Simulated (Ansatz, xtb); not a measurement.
## Redistribution: C2H5Br + SiH3(CH3) → C2H8Si + CH3Br

Species: C2H5Br (bromoethane) `CCBr`, singlet; SiH3(CH3), singlet; C2H8Si `CC[SiH3]`, singlet; CH3Br (bromomethane) `CBr`, singlet. The partners trade Br for SiH3; both sit on C, so the bond types are kept.

Shapes, held fixed at every level: PBE0-D4/def2-TZVP. Programs: Ansatz 0.2.0, xtb 6.7.1. The zero-point and thermal change to 298 K, harmonic and unscaled (PBE0-D4/def2-TZVP), is +0.7 kJ/mol.

**Question.** Estimate ΔH(298 K) of this reaction.

**Answer.** The highest level, CCSD(T)/def2-TZVPP, gives ΔH(298 K) = +19.6 kJ/mol; the levels span +15.3 to +21.8. The column of differences is taken from that level and isn't an error. No measured value is set beside it here. Relativity is left out for Br unless named. Correlated rows may include outer-core shells of Br, which these sets cover unevenly.

```
                level                    kind  ΔH(298 K) (kJ/mol)  less CCSD(T)/def2-TZVPP
             GFN0-xTB          semi-empirical               +15.3                     -4.3
          HF/def2-SVP            Hartree–Fock               +19.1                     -0.5
     SPW92/def2-TZVPP                     LDA               +21.8                     +2.2
    PBE-D4/def2-TZVPP                     GGA               +19.2                     -0.4
   PBE0-D4/def2-TZVPP           global hybrid               +19.1                     -0.5
r2SCAN0-D4/def2-TZVPP           global hybrid               +20.8                     +1.2
   wB97M-V/def2-TZVPP  range-separated hybrid               +19.3                     -0.3
        CCSD/def2-SVP   coupled cluster or CI               +18.5                     -1.1
   CCSD(T)/def2-TZVPP   coupled cluster or CI               +19.6                      0.0
```

The exchange is endothermic at every level, so bromine favours ethyl over methyl more strongly than silyl does. Bond types are conserved, and the thermal term of +0.7 kJ/mol is small, so the preference is essentially electronic. It follows the opposite polarities of the two bonds. Bromine draws density from its carbon, which the extra methyl group of ethyl can offset through polarisation and hyperconjugation. Silicon is more electropositive than carbon and leaves the attached carbon electron-rich, so the same alkyl substitution helps much less there.

Hartree–Fock already gives +19.1 kJ/mol, which suggests that the effect is largely present in the mean-field density and that most of the correlation energy cancels between the two sides. Its closeness to CCSD(T) doesn't isolate the correlation contribution, however, because the basis set changes as well. The spread among methods affects the size of the preference but not its direction. With two molecules on each side, the entropy change is probably small, so equilibrium should favour bromoethane and methylsilane, though this says nothing about the rate of exchange.
